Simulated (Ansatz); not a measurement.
Calibrating wB97M-V/def2-TZVPP on P-containing molecules

The vertical ionisation energy (cation less neutral) in eV of 7 P-containing molecules: x at wB97M-V/def2-TZVPP, y at CCSD(T)/def2-TZVPP. Shapes, held fixed at every level: PBE0-D4/def2-TZVP. Flexible molecules stand in one conformer, not always the lowest. Programs: Ansatz 0.2.0.

| molecule | x (eV) | y (eV) |
| --- | --- | --- |
| P4S3 (tetraphosphorus trisulfide) | 9.08 | 9.04 |
| PH2(PH2) (diphosphine) | 9.17 | 9.14 |
| P4 (SMILES P12P3P1P23) | 9.51 | 9.60 |
| PH3(InH3) | 9.95 | ? |
| PH3(GaH3) | 10.32 | 10.35 |
| PH3 (phosphine) | 10.59 | 10.54 |
| PF3 (phosphorus trifluoride) | 12.10 | 12.07 |

Task: Fit y = c + s·x to the known rows and predict y for PH3(InH3).

Result: 
1. Means of the 6 rows: x = 10.1283, y = 10.123.
2. Σ(Δx)² = 6.5371, Σ(Δx·Δy) = 6.4756, so the slope is 6.4756/6.5371 = 0.99059.
3. Intercept: 10.123 − (0.99059) × 10.1283 = 0.090. The largest residual of the fit is 0.089.
4. PH3(InH3): 0.090 + 0.99059 × 9.95 = 9.95 eV.

CCSD(T)/def2-TZVPP gives 9.88 eV, so the prediction is off by +0.07 eV, within the largest residual. Uncorrected, wB97M-V/def2-TZVPP misses it by +0.07 eV, and the other rows by 0.04 on average. The line doesn't help this one. Left out in turn, the other rows are missed by 0.06 eV on average, worse than no correction. Cations run unrestricted. T1 is large for P4S3 (0.022), so single-reference values are less sure there. For atoms past krypton def2 sets carry core potentials with scalar relativity. Relativity is left out for Ga. Outer-core shells of Ga, In are correlated, in sets that cover them unevenly.

The fitted line is almost the identity, so the functional's error hardly scales with the ionisation energy. Its sign varies instead: P4 and the gallane adduct come out too low, the other molecules too high, and a single linear correction cannot remove such scatter.

The energies themselves follow the character of the ionised orbital. In PF3, electronegative fluorine stabilises the phosphorus lone pair, outweighing π donation from its own lone pairs, and ionisation costs more than in PH3. In diphosphine, interaction between the two lone pairs probably raises the upper combination.

The adducts are more telling. Donation to a Lewis acid should bind the phosphorus lone pair more tightly, yet both ionise below free phosphine. This suggests that the hole lies mainly in the Ga–H or In–H bonds, which are polarised towards hydrogen and pushed up by the donated charge. The lower value for indium fits its weaker, more diffuse bonds to hydrogen. These vertical energies leave open how much each cation gains by relaxing, which for phosphine involves marked flattening.
